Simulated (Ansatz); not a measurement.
## LaZn: the change of energy above lowest point with volume scale

Free energy against uniform scaling of the volume at fixed shape and fractions; periodic cell, basis, potentials, k mesh and filling as listed. The results are calculated, by Ansatz 0.2.0.

The cell before it is scaled or strained (space group Pm-3m, No. 221):
```
cell vectors (Å)
   3.7500     0.0000     0.0000
   0.0000     3.7500     0.0000
   0.0000     0.0000     3.7500
atoms (fractions of the cell vectors)
La  0.50000  0.50000  0.50000
Zn  0.00000  0.00000  0.00000
```

Settings of every row: functional LDA; dispersion none; potentials all-electron LAPW; k mesh 8x8x8; k shift 0x0x0; occupations fermi dirac; smearing width 0.1 eV; spin none; SCF threshold exponent -10.

Limits: coarse k mesh, up to 40 meV an atom off; minimum outside the range.

```
row  volume scale  V (Å³/atom)  energy above lowest point (meV/atom)
  1          0.94       24.785                                     0
  2          0.96       25.312                                   5.2
  3          0.98        25.84                                     ?
  4             1       26.367                                  25.3
  5          1.02       26.895                                  39.6
  6          1.04       27.422                                  56.2
  7          1.06       27.949                                  75.1
```

Question: what energy above lowest point should row 3 give?

Worked fit of energy above lowest point. Take u = (V_r/V)^(2/3) − 1 with V_r = 26.631 Å³ an atom, which is twice the finite (Eulerian) strain; such expansions in the strain, on which the Birch-Murnaghan equation of state is built, carry the rest volume and the bulk modulus. The shown rows have u = 0.04906, 0.03444, 0.00666, -0.00655, -0.01932, -0.03169. Least squares give energy above lowest point = 32.12 − 1080.7 × u + 8683 × u² meV/atom; a straight line predicts inner rows, each left out in turn, worse (root mean square 5.4 against 0.036 meV/atom). All shown rows lie on it to the printed digit. The withheld row has u = 0.0203, so the fit gives 32.12 − 1080.7 × (0.0203) + 8683 × (0.0203)² = 13.8 meV/atom.

The calculation gave 13.7 meV/atom. The fit lies 0.1 meV/atom (0.13 % of the column's range) above it, one unit of the last digit.
